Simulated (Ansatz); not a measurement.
## A series in volume scale on SnO

All results are calculated (Ansatz 0.2.0). Periodic Kohn-Sham DFT of a crystal at fixed atoms, scaled to volume_scale times the given cell; pressure positive in compression, energy less spherical unpolarised free atoms, largest_vzz the field gradient of largest size among the nuclei.

The cell before it is scaled or strained (space group P4/nmm, No. 129):
```
SnO
1.0
      3.8020     0.0000     0.0000
      0.0000     3.8020     0.0000
      0.0000     0.0000     4.8360
Sn O
2 2
Direct
  0.00000 0.50000 0.23850
  0.50000 0.00000 0.76150
  0.00000 0.00000 0.00000
  0.50000 0.50000 0.00000
```

Settings of every row: method all-electron LAPW; functional PBEsol; relativity scalar; k mesh 8x8x6; filling fermi-dirac; smearing width 0.01 eV; basis error target 1 meV/atom; nucleus gaussian.

Atom start moment: 0 on all atoms.

Limits: small gap, it may come from the mesh.

| row | volume scale | V (Å³/atom) | energy less free atoms (eV/atom) | pressure (GPa) |
| --- | --- | --- | --- | --- |
| 1 | 0.94 | 16.428 | -6.0267 | 6.693 |
| 2 | 0.96 | 16.777 | -6.0385 | 4.164 |
| 3 | 0.98 | 17.127 | -6.0451 | 1.898 |
| 4 | 0.99 | 17.302 | -6.0466 | 0.858 |
| 5 | 1 | 17.476 | -6.047 | -0.096 |
| 6 | 1.01 | 17.651 | ? | ? |
| 7 | 1.02 | 17.826 | -6.0448 | -1.871 |
| 8 | 1.04 | 18.175 | -6.0389 | -3.506 |
| 9 | 1.06 | 18.525 | -6.0296 | -4.973 |

Question: what energy less free atoms and pressure should row 6 give?

Worked fit of energy less free atoms. Take u = (V_r/V)^(2/3) − 1 with V_r = 17.389 Å³ an atom, which is twice the finite (Eulerian) strain; such expansions in the strain, on which the Birch-Murnaghan equation of state is built, carry the rest volume and the bulk modulus. The shown rows have u = 0.03863, 0.02417, 0.01017, 0.00335, -0.00332, -0.01641, -0.02904, -0.04131. Least squares give energy less free atoms = −6.04695 + 0.0622 × u + 11.814 × u² + 3.6 × u³ eV/atom; a parabola predicts inner rows, each left out in turn, worse (root mean square 6e-05 against 2.3e-05 eV/atom). All shown rows lie on it to the printed digit. Its lowest point lies at u = -0.0026, or V = 17.46 Å³ an atom, and the curvature there gives the bulk modulus at fixed shape and fractions, B = (4/9)(1 + u)² E″(u)/V = 95.6 GPa. Letting shape and atoms relax would as a rule lower it, by much in layered, chain or molecular crystals. The withheld row has u = -0.00992, so the fit gives −6.04695 + 0.0622 × (-0.00992) + 11.814 × (-0.00992)² + 3.6 × (-0.00992)³ = -6.0464 eV/atom.

The calculation gave -6.0464 eV/atom. The fit meets it to the printed digit.

Worked fit of pressure. Take u = (V_r/V)^(2/3) − 1 with V_r = 17.389 Å³ an atom, which is twice the finite (Eulerian) strain; such expansions in the strain, on which the Birch-Murnaghan equation of state is built, carry the rest volume and the bulk modulus. The shown rows have u = 0.03863, 0.02417, 0.01017, 0.00335, -0.00332, -0.01641, -0.02904, -0.04131. Least squares give pressure = 0.3824 + 146.608 × u + 423.24 × u² GPa; a straight line predicts inner rows, each left out in turn, worse (root mean square 0.22 against 0.027 GPa). The rows lie off it by 0.016, -0.009, -0.019, -0.020, 0.004, 0.038, 0.012, -0.021 (root mean square 0.02 GPa). The pressure vanishes at u = -0.0026, or V = 17.46 Å³ an atom, and there the bulk modulus at fixed shape and fractions is B = −V dP/dV = (2/3)(1 + u) dP/du = 96 GPa. Letting shape and atoms relax would as a rule lower it, by much in layered, chain or molecular crystals. The withheld row has u = -0.00992, so the fit gives 0.3824 + 146.608 × (-0.00992) + 423.24 × (-0.00992)² = -1.030 GPa.

The calculation gave -0.996 GPa. The fit lies 0.034 GPa (3.4 % of the value, 0.29 % of the column's range) below it; its largest miss of a shown row is 0.038 GPa.
